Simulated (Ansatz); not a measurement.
# SnTe: the change of pressure with volume ratio

Results calculated with Ansatz 0.2.0, not measured. Plane-wave density functional theory, PAW datasets, Gaussian smearing 0.05 eV: equation of state, the given cell scaled in volume with shape and atoms relaxed at each volume.

The cell before it is scaled or strained (space group Fm-3m, No. 225):
```
cell vectors (Å)
   0.0000     3.1441     3.1441
   3.1441     0.0000     3.1441
   3.1441     3.1441     0.0000
atoms (fractions of the cell vectors)
Sn  0.50000  0.50000  0.50000
Te  0.00000  0.00000  0.00000
```

Settings of every row: paw set soft_2; functional PBEsol; spin treatment none; moment partition spheres; spin axis none; wave cutoff 420 eV; k mesh 8x8x8; symmetry use detected.

Atom hubbard u: 0 on all atoms.

Limits: no spin-orbit coupling, which can matter with elements this heavy.

| row | volume ratio | V (Å³/atom) | pressure (GPa) | energy above given cell (meV per atom) |
| --- | --- | --- | --- | --- |
| 1 | 0.96 | 29.837 | 2.141 | 8.01 |
| 2 | 0.98 | 30.459 | 1.014 | 1.93 |
| 3 | 1 | 31.08 | ? | ? |
| 4 | 1.02 | 31.702 | -0.893 | 1.78 |
| 5 | 1.04 | 32.323 | -1.685 | 6.87 |

Question: what pressure should row 3 give?

Worked fit of pressure. Take u = (V_r/V)^(2/3) − 1 with V_r = 31.081 Å³ an atom, which is twice the finite (Eulerian) strain; such expansions in the strain, on which the Birch-Murnaghan equation of state is built, carry the rest volume and the bulk modulus. The shown rows have u = 0.02761, 0.01357, -0.0131, -0.02578. Least squares give pressure = 0.0043 + 71.284 × u + 222 × u² GPa; a straight line predicts inner rows, each left out in turn, worse (root mean square 0.091 against 0.0039 GPa). The rows lie off it by -0.001, 0.001, -0.002, 0.001. The pressure vanishes at u = -0.0001, or V = 31.08 Å³ an atom, and there the bulk modulus with shape and atoms relaxed is B = −V dP/dV = (2/3)(1 + u) dP/du = 47.5 GPa. The withheld row has u = 2e-05, so the fit gives 0.0043 + 71.284 × (2e-05) + 222 × (2e-05)² = 0.006 GPa.

The calculation gave 0.005 GPa. The fit lies 0.001 GPa (20 % of the value, 0.026 % of the column's range) above it, one unit of the last digit.

The other values of row 3: energy above given cell 0 meV per atom.
